In a perfect alumina crystal, an added electron goes into the states just above the gap. Which orbitals make up these states, how many states are there, and how much of the crystal do they fill? The table, from a meta-GGA density functional, describes the filled bands and leaves the row above the gap open. The filled bands help with the answer, because orbital weight that they use is no longer available to the empty ones.

Al2O3 (R-3c, 10-atom cell, fixed atoms), computed with Ansatz 0.2.0: scalar-relativistic r2SCAN, plane-wave PAW, 500 eV cutoff, 6×6×6 k mesh, Gaussian smearing of 0.05 eV, no spin polarisation. States are counted with both spins, and the share of the cell that they fill is the participation ratio of their density. Orbital shares come from Löwdin projections.

| bottom of the window, from the Fermi level (eV) | top of the window (eV) | states in the window (per cell) | share of the cell that they fill | share of Al 3p | share of O 2s | share of Al 3s | share of O 2p |
| --- | --- | --- | --- | --- | --- | --- | --- |
| -23.78 | -20.81 | 12.00 | 0.19 | 0.18 | 0.76 | 0.05 | 0.00 |
| -10.53 | -3.53 | 36.00 | 0.27 | 0.07 | 0.02 | 0.04 | 0.88 |
| -10.52 | -8.18 | 8.19 | 0.37 | 0.10 | 0.03 | 0.10 | 0.77 |
| -8.18 | -5.87 | 10.18 | 0.30 | 0.11 | 0.03 | 0.02 | 0.84 |
| -4.16 | -3.55 | 4.06 | 0.16 | 0.02 | 0.00 | 0.00 | 0.97 |
| 3.55 | 4.16 | ? | ? | ? | ? | ? | ? |

**From −23.78 to −20.81 eV.** This band holds 12 states, two for each of the six oxygen atoms, and 0.76 of its weight is O 2s. Most of the rest is assigned to aluminium, but that is no measure of the charge on the metal. Aluminium orbitals are diffuse and pick up density that sits around oxygen. The shares describe the make-up of the states, not the charges of ions.

**From −10.53 to −3.53 eV.** This is the whole O 2p band, and the three rows after it are parts of it. From the lowest part to the highest, the O 2p share rises from 0.77 to 0.97, while the Al 3s share falls from 0.10 to nothing at the printed precision. The usual reading is that Al–O bonding states lie at the bottom and nearly nonbonding oxygen states at the top. The shares fit that picture, though they don't test the bonding itself.

**From 3.55 to 4.16 eV.** When two orbitals mix, the lower combination is bonding and the upper one antibonding. What the metal orbital gives to the lower state, the oxygen orbital gives back to the upper one. Four aluminium atoms offer room for 8 Al 3s states per cell. The filled bands use 12 × 0.05 = 0.60 of them in the O 2s band and 36 × 0.04 = 1.44 in the O 2p band.

If this exchange is exact, the empty Al 3s bands keep (8 − 0.60 − 1.44)/8 = 0.745 Al 3s. They receive 0.60/8 = 0.075 O 2s and 1.44/8 = 0.18 O 2p. The estimate has no adjustable constant and uses only the two complete filled bands. It assumes that the four kinds of orbital account for all the weight, and that the empty Al 3s and Al 3p bands don't mix with each other.

That is an average over whole bands, whereas the open window should hold only their lowest states. There, theory expects the Al 3s orbitals to be in phase throughout the crystal. Around each oxygen atom their contributions then add up for the round O 2s orbital but largely cancel for O 2p, whose two lobes have opposite signs. The O 2p band lies closest below and is expected to push the Al 3s states up most, so the states in which this mixing cancels should be the lowest. The forecast therefore moves weight from Al 3s and O 2p to O 2s, and allows a little Al 3p because the atomic sites have low symmetry.

For the number of states, I take a single parabolic band that starts at the bottom of the window, with a rough recalled mass of 0.4 electron masses. The run supports this starting point: its lowest empty state lies 3.56 eV above the Fermi level, which is placed in the middle of the gap. The computed gap of 7.1 eV is probably too small, as is usual for functionals of this kind, so the real distance between filled and empty states should be larger. The spread is a judgement: diffuse s states should fill more of the cell than any filled band. The ranges are judgements too.

- Al 3s share: 0.58 (0.35 to 0.80)
- O 2s share: 0.25 (0.10 to 0.45)
- O 2p share: 0.12 (0.02 to 0.30)
- Al 3p share: 0.05 (0.00 to 0.20)
- States per cell: 0.05 (0.01 to 0.20)
- Share of the cell filled: 0.55 (0.35 to 0.80)

The withheld rows as computed:

| bottom of the window, from the Fermi level (eV) | top of the window (eV) | states in the window (per cell) | share of the cell that they fill | share of Al 3p | share of O 2s | share of Al 3s | share of O 2p |
| --- | --- | --- | --- | --- | --- | --- | --- |
| 3.55 | 4.16 | 0.03 | 0.38 | 0.12 | 0.39 | 0.45 | 0.04 |

All six values lie within their ranges, but the ranges were wide. The shift towards O 2s had the right direction and was too small: the computed share is 0.39. One possible reason is that s-shaped density around oxygen is counted as O 2s even where it is more diffuse than that orbital. The table can't separate this from true mixing. Nor do the shares tell where an added electron sits. When the computed density of these states is divided among atomic cells sized by their Bader volumes, about 0.87 of it falls to oxygen, although Al 3s has the largest orbital share. Diffuse aluminium orbitals reach far into the space around oxygen.

The other shares miss by less. Al 3s comes out at 0.45, well below the estimated band average of 0.745, so that average is a poor guide to the edge. O 2p, at 0.04, cancels more fully than forecast. Al 3p reaches 0.12, more than twice the forecast, and the table gives no reason for the excess.

The spread is the weakest forecast. At 0.38 it can hardly be told from the 0.37 at the bottom of the O 2p band, so the argument from diffuse s states is not borne out. The computed density helps to explain this. Even with a small sphere around each nucleus left out, it reaches nearly six times the cell average close to an oxygen atom. Such peaks lower the spread.

The window holds 0.03 states per cell, against 4.06 in the equally wide window at the top of the filled band. So few states are typical of a steep s band; in titanium dioxide, where flatter d bands form the edge, a similar window is expected to hold far more. The coarse mesh limits both counts. One mesh point adds about 0.009 states, so the count above the gap amounts to only about three points. The orbital projection of the same run, from which the shares come, finds about twice as many states in this window. The count therefore can't test the assumed mass, and the shares are less certain than their two decimals suggest.

The printed output after this text gives the simple estimates and every miss.

Printed output of the fit:

```
Smallest sum of the four shares in the known rows: 0.99
Largest sum of the four shares in the known rows: 1.01
States of the O 2p band outside its three part windows (per cell): 13.57
O 2p share of these remaining states (rounding error about 0.02): 0.9495
Al 3s weight in the filled bands (states per cell out of 8): 2.04
Exchange model for empty Al 3s-type bands, Al 3s share: 0.745
Exchange model for empty Al 3s-type bands, O 2s share: 0.075
Exchange model for empty Al 3s-type bands, O 2p share: 0.18
Average of all 32 empty states, Al 3s share: 0.1862
Average of all 32 empty states, Al 3p share: 0.6038
Average of all 32 empty states, O 2s share: 0.0675
Average of all 32 empty states, O 2p share: 0.135
Width of the withheld window (eV): 0.61
Parabolic band estimate of the states in the withheld window (per cell): 0.04653
States that one k-point of the full mesh adds per band (per cell): 0.009259
Computed Al 3s share of the withheld row: 0.45
Computed O 2s share of the withheld row: 0.39
Computed O 2p share of the withheld row: 0.04
Computed Al 3p share of the withheld row: 0.12
Computed states in the withheld window (per cell): 0.03
Computed share of the cell filled in the withheld row: 0.38
Miss of Al 3s, forecast 0.58 less computed: 0.13
Miss of O 2s, forecast 0.25 less computed: -0.14
Miss of O 2p, forecast 0.12 less computed: 0.08
Miss of Al 3p, forecast 0.05 less computed: -0.07
Miss of the number of states, forecast 0.05 less computed (per cell): 0.02
Miss of the spread, forecast 0.55 less computed: 0.17
Miss of the exchange model for Al 3s, model less computed: 0.295
Miss of the average of empty states for Al 3p, average less computed: 0.4838
States in the withheld window as a fraction of those in the top valence window: 0.007389
```
